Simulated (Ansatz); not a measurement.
A series in volume scale on Al

Free energy against uniform scaling of the volume at fixed shape and fractions; periodic cell, basis, potentials, k mesh and filling as listed. The results are calculated, by Ansatz 0.2.0.

The cell before it is scaled or strained (space group P6_3/mmc, No. 194):
```
Al
1.0
      2.8125     0.0000     0.0000
     -1.4062     2.4357     0.0000
      0.0000     0.0000     4.8668
Al
2
Direct
  0.66667 0.33333 0.75000
  0.33333 0.66667 0.25000
```

Settings of every row: functional r2SCAN; dispersion none; potentials PAW; wave cutoff 530 eV; density cutoff 2120 eV; k mesh 12x12x6; k shift 0x0x0; occupations fermi dirac; smearing width 0.1 eV; spin none.

Limits: coarse k mesh, up to 40 meV an atom off; the cell comes from a prototype or a list of computed structures and needn't be the stable phase.

```
row  volume scale  V (Å³/atom)  energy above lowest point (meV/atom)
  1          0.92       15.336                                   8.9
  2        0.9467       15.781                                     ?
  3        0.9733       16.225                                     0
  4             1        16.67                                   5.8
  5        1.0267       17.115                                  17.1
  6        1.0533       17.558                                  33.2
  7          1.08       18.003                                  53.3
```

Question: what energy above lowest point should row 2 give?

Worked fit of energy above lowest point. Take u = (V_r/V)^(2/3) − 1 with V_r = 16.892 Å³ an atom, which is twice the finite (Eulerian) strain; such expansions in the strain, on which the Birch-Murnaghan equation of state is built, carry the rest volume and the bulk modulus. The shown rows have u = 0.06655, 0.02722, 0.00886, -0.00871, -0.02545, -0.04158. Least squares give energy above lowest point = 10.81 − 647.7 × u + 9120 × u² + 2724 × u³ meV/atom; a parabola predicts inner rows, each left out in turn, worse (root mean square 0.13 against 0.06 meV/atom). All shown rows lie on it to the printed digit. Its lowest point lies at u = 0.0350, or V = 16.04 Å³ an atom, and the curvature there gives the bulk modulus at fixed shape and fractions, B = (4/9)(1 + u)² E″(u)/V = 89.4 GPa. Letting shape and atoms relax would as a rule lower it, by much in layered, chain or molecular crystals. The withheld row has u = 0.0464, so the fit gives 10.81 − 647.7 × (0.0464) + 9120 × (0.0464)² + 2724 × (0.0464)³ = 0.7 meV/atom.

The calculation gave 0.7 meV/atom. The fit meets it to the printed digit.
